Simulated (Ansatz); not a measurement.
TiB: pressure as volume scale varies

Periodic Kohn-Sham DFT of a crystal at fixed atoms, scaled to volume_scale times the given cell; pressure positive in compression, energy less spherical unpolarised free atoms, largest_vzz the field gradient of largest size among the nuclei. The results are calculated, by Ansatz 0.2.0.

The cell before it is scaled or strained (space group F-43m, No. 216):
```
cell vectors (Å)
   0.0000     2.1010     2.1010
   2.1010     0.0000     2.1010
   2.1010     2.1010     0.0000
atoms (fractions of the cell vectors)
Ti  0.75000  0.75000  0.75000
B   0.00000  0.00000  0.00000
```

Settings of every row: method all-electron PAW; functional LDA; relativity scalar; k mesh 13x13x13; filling fermi-dirac; smearing width 0.05 eV; nucleus gaussian.

Atom start moment: 0 on all atoms.

Limits: all rows lie far from zero pressure; cell far from its zero-pressure volume.

| row | volume scale | V (Å³/atom) | pressure (GPa) |
| --- | --- | --- | --- |
| 1 | 0.94 | 8.718 | 133.487 |
| 2 | 0.96 | 8.903 | 123.503 |
| 3 | 0.98 | 9.089 | 114.216 |
| 4 | 0.99 | 9.181 | ? |
| 5 | 1 | 9.274 | 105.569 |
| 6 | 1.01 | 9.367 | 101.469 |
| 7 | 1.02 | 9.46 | 97.511 |
| 8 | 1.04 | 9.645 | 89.994 |
| 9 | 1.06 | 9.831 | 82.979 |

Question: what pressure should row 4 give?

Worked fit of pressure. Take u = (V_r/V)^(2/3) − 1 with V_r = 9.3205 Å³ an atom, which is twice the finite (Eulerian) strain; such expansions in the strain, on which the Birch-Murnaghan equation of state is built, carry the rest volume and the bulk modulus. The shown rows have u = 0.04556, 0.03102, 0.01691, 0.00334, -0.00331, -0.00986, -0.02256, -0.03493. Least squares give pressure = 103.5042 + 618.134 × u + 873.46 × u² GPa; a straight line predicts inner rows, each left out in turn, worse (root mean square 0.45 against 0.016 GPa). The rows lie off it by 0.008, -0.016, 0.009, -0.010, 0.001, 0.017, -0.010, 0.001 (root mean square 0.011 GPa). The withheld row has u = 0.0101, so the fit gives 103.5042 + 618.134 × (0.0101) + 873.46 × (0.0101)² = 109.836 GPa.

The calculation gave 109.815 GPa. The fit lies 0.021 GPa (0.042 % of the column's range) above it; its largest miss of a shown row is 0.017 GPa.
